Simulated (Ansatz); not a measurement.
## A series in volume per atom on Ga2O5

Results calculated with Ansatz 0.2.0 development build, not measured. Equation of state of a cubic crystal from periodic Kohn-Sham density functional theory without spin; pressure corrected for the finite basis.

Cell of the first row (space group Pn-3m, No. 224):
```
CELL_PARAMETERS angstrom
5.03360 0.00000 0.00000
0.00000 5.03360 0.00000
0.00000 0.00000 5.03360
ATOMIC_POSITIONS crystal
Ga 0.00000 0.00000 0.00000
Ga 0.50000 0.50000 0.00000
Ga 0.50000 0.00000 0.50000
Ga 0.00000 0.50000 0.50000
O 0.50000 0.00000 0.00000
O 0.00000 0.50000 0.00000
O 0.00000 0.00000 0.50000
O 0.50000 0.50000 0.50000
O 0.75000 0.75000 0.25000
O 0.75000 0.25000 0.75000
O 0.25000 0.75000 0.75000
O 0.75000 0.25000 0.25000
O 0.25000 0.75000 0.25000
O 0.25000 0.25000 0.75000
```

Settings of every row: formula Ga2O5; structure type cubic X2O5; functional PBE; spin treatment none; k mesh 11x11x11; occupation method fermi-dirac; occupation width 0.061225619 eV; wave cutoff 700 eV; datasets soft-1 PAW; density cutoff ratio 4.

Limits: a cubic model structure, not a phase known at ambient conditions; modest k-mesh, values are not fully converged in k; no spin polarisation, a magnetic state may lie lower.

| row | volume per atom (Å³) | pressure (GPa) | energy above lowest point (meV/atom) |
| --- | --- | --- | --- |
| 1 | 9.11 | 10.526 | 17.86 |
| 2 | 9.304 | 6.581 | 7.56 |
| 3 | 9.497 | 3.06 | 1.76 |
| 4 | 9.691 | -0.083 | 0 |
| 5 | 9.885 | -2.887 | 1.83 |
| 6 | 10.079 | ? | ? |

Question: what pressure and energy above lowest point should row 6 give?

Worked fit of pressure. Take u = (V_r/V)^(2/3) − 1 with V_r = 9.497 Å³ an atom, which is twice the finite (Eulerian) strain; such expansions in the strain, on which the Birch-Murnaghan equation of state is built, carry the rest volume and the bulk modulus. The shown rows have u = 0.02812, 0.01378, 0, -0.01339, -0.02634. Least squares give pressure = 3.0645 + 244.999 × u + 724.4 × u² GPa; a straight line predicts inner rows, each left out in turn, worse (root mean square 0.25 against 0.0064 GPa). The rows lie off it by -0.001, 0.003, -0.004, 0.003, -0.001. The pressure vanishes at u = -0.0130, or V = 9.685 Å³ an atom, and there the bulk modulus at fixed shape and fractions is B = −V dP/dV = (2/3)(1 + u) dP/du = 149 GPa. The withheld row has u = -0.03888, so the fit gives 3.0645 + 244.999 × (-0.03888) + 724.4 × (-0.03888)² = -5.366 GPa.

The calculation gave -5.388 GPa. The fit lies 0.022 GPa (0.14 % of the column's range) above it; its largest miss of a shown row is 0.004 GPa. This row lies beyond the range of the fit.

Worked fit of energy above lowest point. Take u = (V_r/V)^(2/3) − 1 with V_r = 9.497 Å³ an atom, which is twice the finite (Eulerian) strain; such expansions in the strain, on which the Birch-Murnaghan equation of state is built, carry the rest volume and the bulk modulus. The shown rows have u = 0.02812, 0.01378, 0, -0.01339, -0.02634. Least squares give energy above lowest point = 1.771 + 275.28 × u + 10550.7 × u² meV/atom; a straight line predicts inner rows, each left out in turn, worse (root mean square 3.6 against 0.025 meV/atom). The rows lie off it by 0.01, -0.01, -0.01, 0.02, -0.01. Its lowest point lies at u = -0.0130, or V = 9.686 Å³ an atom, and the curvature there gives the bulk modulus at fixed shape and fractions, B = (4/9)(1 + u)² E″(u)/V = 151 GPa. The withheld row has u = -0.03888, so the fit gives 1.771 + 275.28 × (-0.03888) + 10550.7 × (-0.03888)² = 7.02 meV/atom.

The calculation gave 6.86 meV/atom. The fit lies 0.16 meV/atom (2.3 % of the value, 0.9 % of the column's range) above it; its largest miss of a shown row is 0.02 meV/atom. This row lies beyond the range of the fit.
